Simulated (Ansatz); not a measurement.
GaN: the change of energy above lowest point with volume scale

Free energy against uniform scaling of the volume at fixed shape and fractions; periodic cell, basis, potentials, k mesh and filling as listed. The results are calculated, by Ansatz 0.2.0.

The cell before it is scaled or strained (space group F-43m, No. 216):
```
cell vectors (Å)
   0.0000     2.2535     2.2535
   2.2535     0.0000     2.2535
   2.2535     2.2535     0.0000
atoms (fractions of the cell vectors)
Ga  0.00000  0.00000  0.00000
N   0.75000  0.75000  0.75000
```

Settings of every row: functional PBE; dispersion none; potentials PAW; wave cutoff 500 eV; density cutoff 2000 eV; k mesh 8x8x8; k shift 0x0x0; occupations cold; smearing width 0.02 eV; spin none.

| row | volume scale | V (Å³/atom) | energy above lowest point (meV/atom) |
| --- | --- | --- | --- |
| 1 | 0.9 | 10.299 | 123.9 |
| 2 | 0.925 | 10.586 | 76.3 |
| 3 | 0.95 | 10.872 | 41.6 |
| 4 | 0.975 | 11.158 | 18.3 |
| 5 | 1 | 11.444 | ? |
| 6 | 1.025 | 11.73 | 0 |
| 7 | 1.05 | 12.016 | 2.8 |
| 8 | 1.075 | 12.302 | 12.3 |
| 9 | 1.1 | 12.588 | 27.6 |

Question: what energy above lowest point should row 5 give?

Worked fit of energy above lowest point. Take u = (V_r/V)^(2/3) − 1 with V_r = 11.444 Å³ an atom, which is twice the finite (Eulerian) strain; such expansions in the strain, on which the Birch-Murnaghan equation of state is built, carry the rest volume and the bulk modulus. The shown rows have u = 0.07281, 0.05333, 0.03477, 0.01702, -0.01632, -0.03199, -0.04705, -0.06154. Least squares give energy above lowest point = 4.82 + 537.5 × u + 14904 × u² + 2458 × u³ meV/atom; a parabola predicts inner rows, each left out in turn, worse (root mean square 0.19 against 0.044 meV/atom). The rows lie off it by 0.0, 0.1, 0.0, 0.0, 0.0, 0.0, 0.0, 0.0. Its lowest point lies at u = -0.0181, or V = 11.76 Å³ an atom, and the curvature there gives the bulk modulus at fixed shape and fractions, B = (4/9)(1 + u)² E″(u)/V = 172 GPa. The withheld row has u = 0, so the fit gives 4.82 + 537.5 × (0) + 14904 × (0)² + 2458 × (0)³ = 4.8 meV/atom.

The calculation gave 4.8 meV/atom. The fit meets it to the printed digit.
